## Appendix: Peierls contour bound for the triangular Ising ferromagnet

The nearest-neighbour Ising ferromagnet on the triangular lattice has a spontaneous magnetisation whenever $2e^{-2K}<1$, so that $k_BT_c/J\ge 2/\ln 2\approx 2.885$. The proof follows the contour argument of Peierls (1936): an energy estimate for one domain wall, a count of the walls that can enclose a site, and a conditioning step that removes all short walls. Temperatures are given as $k_BT/J$ and lengths in units of the lattice spacing.

### A.1 Premises and notation

The sites of the triangular lattice $\mathbb T$ are $a\,e_1+b\,e_2$ with integers $a,b$, $e_1=(1,0)$, $e_2=(1/2,\sqrt3/2)$. Each site has six neighbours and carries a spin $s_i=\pm1$. For a finite set $\Lambda$ the spins outside $\Lambda$ are frozen to $+1$, and

$$H_\Lambda=-J\sum_{\langle ij\rangle}s_is_j ,\qquad J>0,$$

where each bond with at least one end in $\Lambda$ is counted once. The Gibbs probability is $P^+_\Lambda(s)=e^{-H_\Lambda/k_BT}/Z^+_\Lambda$, and $P^-_\Lambda$ is the same with the outer spins frozen to $-1$. We set

$$K=\frac{J}{k_BT},\qquad x=e^{-2K},\qquad y=(2x)^2=4e^{-4K}.$$

Wherever contours are used, the complement of $\Lambda$ is assumed connected through lattice bonds, as it is for a hexagonal region. The order parameter is $m^*=\lim_{\Lambda\uparrow\mathbb T}\langle s_0\rangle^+_\Lambda$, shown to exist in A.5, and $T_c$ is the supremum of the temperatures at which $m^*>0$. Three standard facts are used without proof: the Jordan curve theorem for polygons, the total turning of $360^\circ$ of a simple polygon, and the convergence of a finite irreducible aperiodic Markov chain to its stationary law.

### A.2 Contours on the honeycomb lattice

Place a vertex at the centre of every elementary triangle and join the centres of triangles that share a bond. This is the honeycomb lattice. Each bond of $\mathbb T$ is crossed by exactly one dual edge, of length $1/\sqrt3$, and by no other. Each dual vertex has three edges at $120^\circ$, and each site sits in the centre of one hexagon.

A bond is unsatisfied if $s_is_j=-1$. Let $\Gamma(s)$ be the set of dual edges that cross unsatisfied bonds. It is finite because only finitely many spins are $-1$.

**Contours are disjoint simple loops.** Around a triangle $(s_1s_2)(s_2s_3)(s_3s_1)=+1$, so the number of unsatisfied bonds is 0 or 2. Every dual vertex thus meets 0 or 2 edges of $\Gamma$, and a finite graph with these degrees is a union of vertex-disjoint simple loops. These loops are the contours $\gamma$, and $|\gamma|=L$ is the number of edges. The square lattice needs a rule for resolving vertices where four wall segments meet. No such vertex exists here.

**Energy.** With $N_b$ bonds in the sum, $\sum s_is_j=N_b-2|\Gamma|$, so the Boltzmann weight is $e^{KN_b}x^{|\Gamma(s)|}$. For $\Lambda=\{0,e_1\}$, as an example, $N_b=11$ and $Z^+_\Lambda=e^{11K}(1+2x^6+x^{10})$.

**A minus spin is enclosed.** Follow the ray of bonds $b_k=\langle ke_1,(k+1)e_1\rangle$, $k\ge0$. If $s_0=-1$, the sign changes an odd number of times before the frozen plus region is reached, so the ray crosses $\Gamma$ an odd number of times. A loop is crossed an odd number of times if the origin is inside it and an even number of times otherwise. At least one contour therefore encloses the origin.

**The interior of a contour lies in $\Lambda$.** Bonds between frozen sites are satisfied and cross no contour. The complement of $\Lambda$ is connected and infinite, so it lies outside every contour.

### A.3 Energy estimate

Fix a simple loop $\gamma$ whose interior lies in $\Lambda$, and let $A_\gamma$ be the event that $\gamma$ is a contour. Let $\Phi_\gamma$ reverse all spins inside $\gamma$. It acts only on free spins and is its own inverse, hence a bijection of the configuration space.

The two ends of a bond lie on opposite sides of $\gamma$ exactly when its dual edge belongs to $\gamma$, since the bond crosses no other dual edge. So $\Phi_\gamma$ reverses $s_is_j$ on the $L$ bonds crossing $\gamma$ and leaves every other product unchanged. The event $A_\gamma$ says that all these $L$ bonds are unsatisfied, because the third edge at each vertex of $\gamma$ is then excluded by the degree rule. Its image is the event $E_\gamma$ that all $L$ bonds are satisfied. For $s\in A_\gamma$, $|\Gamma(s)|=|\Gamma(\Phi_\gamma s)|+L$, and summing the weights gives an identity and a bound:

$$P^+_\Lambda(A_\gamma)=x^{L}\,P^+_\Lambda(E_\gamma)\le x^{L}=e^{-2KL}.\tag{A1}$$

The bound does not depend on $\Lambda$. Let now $C$ be an event with $\Phi_\gamma C=C$. The same sum restricted to $C$ gives $P^+_\Lambda(A_\gamma\cap C)=x^LP^+_\Lambda(E_\gamma\cap C)$, and so

$$P^+_\Lambda(A_\gamma\cap C)\le x^{L}P^+_\Lambda(C).\tag{A2}$$

### A.4 Counting contours

Let $B_n=\{0,e_1,\dots,(n-1)e_1\}$ be a row of $n$ sites, and $N_n(L)$ the number of simple loops of length $L$ that enclose all of $B_n$. The case $n=1$ is a single site.

**Allowed lengths.** A walk on the honeycomb lattice that does not reverse turns by $\pm60^\circ$ at each vertex. For a loop run anticlockwise with $l$ left and $r$ right turns, $l+r=L$ and $60^\circ(l-r)=360^\circ$. Thus $L=6+2r$ is even and at least 6. Five equal turns in succession join six edges into a closed hexagon, which a simple loop with $L>6$ cannot contain.

**Position of the anchor edge.** Dual edges across bonds parallel to $e_1$ are vertical. The other dual edges make $30^\circ$ with the horizontal and advance it by $\pm(1/\sqrt3)\cos30^\circ=\pm1/2$. A loop around $B_n$ crosses the row to the right of the block. Let $b_k$ be the outermost bond crossed, so that $k\ge n-1$ and the loop contains a vertical edge at abscissa $k+1/2$, the anchor. It also crosses the row to the left of the origin, in a vertical edge at abscissa $-(j+1/2)$ with $j\ge0$. Removing the two edges leaves two arcs. Each spans a horizontal distance $k+j+1$ and needs at least $2(k+j+1)$ slanted edges. Therefore $L\ge2+4(k+1)$, which gives

$$n-1\le k\le\frac{L-2}{4}-1 .$$

No loop exists for $L<4n+2$, and otherwise the anchor has at most $(L-2)/4-n+1$ positions.

**Shape for a given anchor.** Traverse the loop starting upward along the anchor, from vertex $v_0$ to $v_1$. This fixes one start and one direction for each loop. Edges $2,\dots,L-2$ are each chosen in at most 2 ways, which makes $L-3$ binary choices. The last two edges lead from $v_{L-2}$ to $v_0$. Two different two-edge paths between the same vertices would form a loop of length 4, which does not exist, so these edges are forced. Hence, for even $L\ge4n+2$,

$$N_n(L)\le\Big(\frac{L-2}{4}-n+1\Big)2^{L-3}.\tag{A3}$$

**The contour sum.** Put $L=2(2n+1+q)$ with $q\ge0$. The bracket in (A3) becomes $(q+2)/2$, and $2^{L-3}x^L=y^{2n+1+q}/8$. For $y<1$, $\sum_q(q+2)y^q=y/(1-y)^2+2/(1-y)=(2-y)/(1-y)^2$. Therefore

$$\sum_LN_n(L)\,x^L\le\varepsilon_n\equiv\frac{y^{2n+1}(2-y)}{16(1-y)^2}=y^{2(n-1)}\,\varepsilon_1.\tag{A4}$$

**Single-site result.** If $s_0=-1$ some contour encloses the origin. The probability of a union is at most the sum of the probabilities, so (A1) and (A4) give $P^+_\Lambda(s_0=-1)\le\varepsilon_1$ and

$$\langle s_0\rangle^+_\Lambda\ge1-2\varepsilon_1,\qquad\varepsilon_1=\frac{y^3(2-y)}{16(1-y)^2}.\tag{A5}$$

The same holds at every site of $\Lambda$. The series for $\varepsilon_1$ has positive coefficients, so it increases with $y$. It equals $1/2$ where $y^3(2-y)=8(1-y)^2$, at $y=0.7452$. This corresponds to $K=\tfrac14\ln(4/y)=0.4201$, so (A5) proves order for $k_BT/J$ below about $2.380$.

**Exact short terms.** For $L=6$ all turns are left, the loop is the hexagon around the origin, and $N_1(6)=1$. For $L=8$ one right turn leaves seven left turns in succession, which is forbidden, so $N_1(8)=0$. For $L=10$ two right turns split eight left turns into two runs of at most four, hence four and four. This is the outline of two adjacent hexagons, one being the origin and the other any of its neighbours, so $N_1(10)=6$. For the rest (A3) is kept. With $L=2m$ its terms are $(m-1)y^m/16$, and $\sum_{m\ge6}(m-1)y^m=y^6(5-4y)/(1-y)^2$. This yields

$$P^+_\Lambda(s_0=-1)\le\varepsilon_1'=x^6+6x^{10}+\frac{y^6(5-4y)}{16(1-y)^2}.\tag{A6}$$

### A.5 Monotonicity and the infinite-volume limit

A function $f$ is increasing if it does not decrease when any spin goes from $-1$ to $+1$.

**Lemma.** For arbitrary finite sets and increasing $f$: (a) $\langle f\rangle^+_\Lambda\ge\langle f\rangle^-_\Lambda$; (b) $\langle f\rangle^+_\Lambda\ge\langle f\rangle^+_{\Lambda'}$ if $\Lambda\subset\Lambda'$.

*Proof.* Given all other spins, $s_i=+1$ has probability

$$p(\eta_i)=\frac{e^{K\eta_i}}{e^{K\eta_i}+e^{-K\eta_i}},\qquad\eta_i=\sum_{j\sim i}s_j ,$$

which increases with $\eta_i$ because $K>0$. The heat-bath chain picks a site at random, draws $U$ uniform on $[0,1]$, and sets $s_i=+1$ if $U<p(\eta_i)$ and $-1$ otherwise. It obeys detailed balance with the Gibbs law, and it is irreducible and aperiodic since $0<p<1$, so it converges to that law. Run two chains with the same sites and the same $U$. For (a) they have plus and minus surroundings. For (b) sites are picked from $\Lambda'$, and the first chain keeps $+1$ on sites outside $\Lambda$. Start with the first configuration at or above the second at every site. Then $\eta_i$ of the first is at least $\eta_i$ of the second, so whenever the second chain sets $+1$ the first has $+1$ too, and the order persists. So $f$ of the first chain is at least $f$ of the second at all times, and the long-time limit of the expectations gives the claim. $\square$

Three consequences are needed.

1. *The limit exists.* By (b), $\langle s_i\rangle^+_\Lambda$ decreases as $\Lambda$ grows and is bounded below. Every member of one exhausting sequence is contained in late members of any other, so the limit is the same for all sequences. A translated sequence is one of them, so the limit $m^*$ is the same for all $i$, and $\langle s_i\rangle_\Lambda^+\ge m^*$.
2. *Plus is favoured.* Reversal of all spins maps $P^+_\Lambda$ to $P^-_\Lambda$, so $\langle s_i\rangle^-_\Lambda=-\langle s_i\rangle^+_\Lambda$. With (a) this gives $P^+_\Lambda(s_i=+1)\ge1/2$.
3. *A plus row is not too rare.* Let $B^\pm$ be the events that all spins of $B_n\subset\Lambda$ equal $\pm1$. Conditioning $P^+_\Lambda$ on some spins being $+1$ gives the plus measure of $\Lambda$ with those sites removed. Point 2 holds for that set as well. Exposing the $n$ spins one by one gives $P^+_\Lambda(B^+)\ge2^{-n}$.

### A.6 Conditioning on a block

Let $C=B^+\cup B^-$, the event that the row $B_n$ is aligned. On $B^-$ the origin is enclosed by some contour $\gamma$. The bonds inside the row are satisfied and cannot cross $\gamma$, so $\gamma$ encloses the whole row. For such a loop $\Phi_\gamma$ reverses all of $B_n$, exchanges $B^+$ and $B^-$, and maps $C$ onto itself. Then (A2) and (A4) give

$$P^+_\Lambda(B^-)\le\sum_{\gamma\text{ around }B_n}P^+_\Lambda(A_\gamma\cap C)\le\varepsilon_n\big[P^+_\Lambda(B^+)+P^+_\Lambda(B^-)\big].$$

For $y<1$, $\varepsilon_n\to0$ geometrically, so some $n$ has $\varepsilon_n<1/2$. For it $P^+_\Lambda(B^-)\le\frac{\varepsilon_n}{1-\varepsilon_n}P^+_\Lambda(B^+)$, and with point 3

$$P^+_\Lambda(B^+)-P^+_\Lambda(B^-)\ge\frac{1-2\varepsilon_n}{1-\varepsilon_n}\,2^{-n}.\tag{A7}$$

This asymmetry of a block has to be passed to a single spin. With $\nu_i=(1+s_i)/2\in\{0,1\}$ take $f=\sum_{i\in B_n}\nu_i-\prod_{i\in B_n}\nu_i$. Raising one $\nu_i$ in the row adds 1 to the sum and at most 1 to the product, so $f$ is increasing. By spin reversal, $\langle\nu_i\rangle^+_\Lambda-\langle\nu_i\rangle^-_\Lambda=\langle s_i\rangle^+_\Lambda$ and $\langle\prod\nu_i\rangle^-_\Lambda=P^-_\Lambda(B^+)=P^+_\Lambda(B^-)$. Part (a) of the lemma then reads

$$\sum_{i\in B_n}\langle s_i\rangle^+_\Lambda\ge P^+_\Lambda(B^+)-P^+_\Lambda(B^-).$$

The right side of (A7) is independent of $\Lambda$, and the left side here tends to $nm^*$. Therefore

$$m^*\ge\frac{1-2\varepsilon_n}{1-\varepsilon_n}\,\frac{2^{-n}}{n}>0\quad\text{whenever }\varepsilon_n<\tfrac12.\tag{A8}$$

The condition $y<1$ is $2e^{-2K}<1$, or $K>\tfrac12\ln2=0.3466$. Order holds at all temperatures below the corresponding one, and

$$\boxed{\;\frac{k_BT_c}{J}\ge\frac{2}{\ln2}\approx2.885\;}\tag{A9}$$

Only the growth rate of the count enters, and the polynomial prefactor in (A3) drops out. On the square lattice a wall has three continuations at each vertex, and the same reasoning gives $2/\ln3\approx1.820$ for that model.

**Thermodynamic meaning.** Add a field term $-h\sum_{i\in\Lambda}s_i$ and let $\psi_\Lambda(h)=|\Lambda|^{-1}\ln Z^+_\Lambda(h)$. Its second derivative is a variance, so it is convex, and $\psi'_\Lambda(0)=(k_BT|\Lambda|)^{-1}\sum_i\langle s_i\rangle^+_\Lambda\ge m^*/k_BT$ by point 1. Hence $\psi_\Lambda(h)-\psi_\Lambda(0)\ge hm^*/k_BT$ for $h>0$. Take as known that $\psi=\lim\psi_\Lambda$ exists for growing hexagons. Changing the surroundings from plus to minus alters $\ln Z$ by a term of the order of the perimeter, so both give the same $\psi$, and spin reversal makes $\psi$ even. Then $\psi(h)-\psi(0)\ge|h|m^*/k_BT$, a kink at $h=0$: the transition in the field is of first order wherever $m^*>0$.

### A.7 Sharper counts and the limit of the method

The argument of A.6 needs only that $\sum_LN_1(L)x^L$ converge, because $N_n(L)\le N_1(L)$ and $N_n(L)=0$ for $L<4n+2$, so that the sum for the block is a tail of a convergent series.

**Excluding hexagons.** For $L>6$ the $L-3$ free turns contain no run of five equal turns. Let $a_j$ count such sequences of length $j$. A sequence is a choice of first turn followed by runs of length 1 to 4 that alternate in sign. With $\rho(z)=z+z^2+z^3+z^4$,

$$\sum_ja_jz^j=1+\frac{2\rho}{1-\rho}.$$

For instance $a_5=30$, the $2^5$ sequences less the two constant ones. The series converges until $\rho=1$, at $z=1/\lambda$ with $\lambda^4=\lambda^3+\lambda^2+\lambda+1$, whose positive root is $\lambda=1.9276$. A factor linear in $L$ leaves the radius of convergence unchanged, so order holds for $\lambda x<1$ and $k_BT_c/J\ge2/\ln\lambda\approx3.048$.

**Full self-avoidance.** A contour with its last edge removed is a self-avoiding walk of $L-1$ steps from the anchor. The number of such walks grows as $\mu^{L+o(L)}$, which defines the connective constant $\mu$. Taking as given input the theorem of Duminil-Copin and Smirnov that $\mu=\sqrt{2+\sqrt2}\approx1.8478$ on the honeycomb lattice, one gets $k_BT_c/J\ge4/\ln(2+\sqrt2)\approx3.257$.

**The self-dual point.** The size of the remaining gap follows from a separate argument that assumes a single transition temperature. By A.2, $Z^+_\Lambda=e^{KN_b}\sum_\Gamma x^{|\Gamma|}$ over sets of disjoint loops. For Ising spins on the honeycomb vertices with coupling $K_h$ and free boundary, write $e^{K_h\sigma\sigma'}=\cosh K_h\,(1+\sigma\sigma'\tanh K_h)$ on each edge and sum over spins. Only edge sets of even degree survive, which are the same loop sets, with weight $(\tanh K_h)^{|\Gamma|}$. The two free energies differ by analytic terms if $\tanh K_h=x$. Now sum out one sublattice of the honeycomb model. Each removed spin gives $2\cosh[K_h(\sigma_1+\sigma_2+\sigma_3)]=A\,e^{K'(\sigma_1\sigma_2+\sigma_2\sigma_3+\sigma_3\sigma_1)}$. Aligned spins require $2\cosh3K_h=Ae^{3K'}$ and all other cases $2\cosh K_h=Ae^{-K'}$, so $e^{4K'}=\cosh3K_h/\cosh K_h=2\cosh2K_h-1$. The remaining sublattice is triangular, with each bond produced once. With $u=e^{-4K}=x^2$, $\cosh2K_h=(1+u)/(1-u)$, and $u'=e^{-4K'}$ obeys

$$u'=\frac{1-u}{1+3u}.$$

This decreasing map of $(0,1)$ is its own inverse and carries singular points of the free energy to singular points. A unique one must be fixed: $3u^2+2u-1=0$, so $u=1/3$, $x=1/\sqrt3$ and $k_BT/J=4/\ln3\approx3.641$.

| Count of walls | Threshold $x$ | $k_BT/J$ | Fraction of $4/\ln3$ |
|---|---|---|---|
| two choices per step | 0.500 | 2.885 | 0.792 |
| hexagons excluded | 0.519 | 3.048 | 0.837 |
| self-avoiding | 0.541 | 3.257 | 0.895 |
| self-dual point | 0.577 | 3.641 | 1 |

The step from (A1) as an identity to (A1) as a bound drops $P^+_\Lambda(E_\gamma)$, the probability that no other wall touches the path of $\gamma$. At finite $K$ a long path meets thermally excited loops at a finite rate per unit length, so this factor falls exponentially with $L$. Setting it to one treats a contour as if it were alone, and the count over self-avoiding walks then stops at $x=1/\mu$.

### A.8 Range of validity

- **Proved.** For $J>0$, nearest-neighbour coupling and zero field, (A1) and (A2) hold at every temperature and in every finite $\Lambda$ with connected complement. The sums (A4) to (A6) need $y<1$. The bound (A5) is useful below $k_BT/J\approx2.380$, and (A8) covers the whole range below $2/\ln 2$. All are sufficient conditions. Divergence of the contour sum says nothing about disorder, and the method gives no upper bound on $T_c$ and no critical exponent.
- **Unequal couplings.** If the three bond directions have $J_1,J_2,J_3>0$, erasing a contour gains at least $2J_{\min}L$, and every step holds with $J_{\min}$ in place of $J$. This form of the bound is empty when $J_{\min}\to0$.
- **Antiferromagnet.** For $J<0$ one has $x>1$ and (A1) carries no information. Every triangle then has at least one bond with parallel spins, and the fully aligned reference state is the state of highest energy.
- **Field.** A field spoils the symmetry on which $\Phi_\gamma$ rests. A hexagonal cluster of radius $r$ has $3r^2+3r+1$ sites and $9r^2+3r$ inner bonds, so its contour has $6(3r^2+3r+1)-2(9r^2+3r)=12r+6$ edges. For $h<0$ the Zeeman gain $2|h|(3r^2+3r+1)$ of the reversed cluster exceeds the wall cost $2J(12r+6)$ once $r$ passes about $4J/|h|$ for weak fields, and (A1) fails for such contours.

### A.9 Numerical illustration

Take $k_BT/J=2$, so that $K=1/2$, $x=e^{-1}=0.3679$ and $y=4e^{-2}=0.5413$. The contributions to the bound on $P^+_\Lambda(s_0=-1)$ are listed below, with totals formed from unrounded terms.

| $L$ | Count (A3) | Term in (A5) | Exact count | Term in (A6) |
|---|---|---|---|---|
| 6 | 8 | 0.01983 | 1 | 0.00248 |
| 8 | 48 | 0.01610 | 0 | 0 |
| 10 | 256 | 0.01162 | 6 | 0.00027 |
| $\ge12$ | (A3) | 0.02119 | not used | 0.02119 |
| total | | 0.06875 | | 0.02395 |

The plain count gives $m^*\ge0.8625$ and the refined one $m^*\ge0.9521$. A ceiling follows from the heat-bath probability: given its neighbours a spin has mean $\tanh(K\eta_0)\le\tanh6K$, so $m^*\le\tanh3=0.9951$. The magnetisation is thus confined to the interval from 0.9521 to 0.9951. The dropped factor can be sized for the smallest contour. The event $E_\gamma$ contains the event that the origin and its six neighbours are all plus, so $P^+_\Lambda(E_\gamma)\ge1-7\varepsilon_1'=0.832$. For this contour the energy estimate loses less than a fifth, while the count (A3) is too large by a factor of 8.

Warming the same system to $k_BT/J=2.7$ gives $y=0.9092$ and $\varepsilon_1=6.215$, so (A5) is empty. Each added site of the row multiplies the bound by $y^2=0.8266$, which gives $\varepsilon_{14}=0.523$ and $\varepsilon_{15}=0.432$. The shortest useful row has $n=15$ and removes all contours shorter than $4n+2=62$ edges. Then (A8) gives $m^*\ge4.8\times10^{-7}$. This number is a floor set mainly by the crude factor $2^{-n}/n$ and is no estimate of the magnetisation. Its content is that it is positive and independent of the volume, which places $k_BT=2.7J$ inside the ordered phase.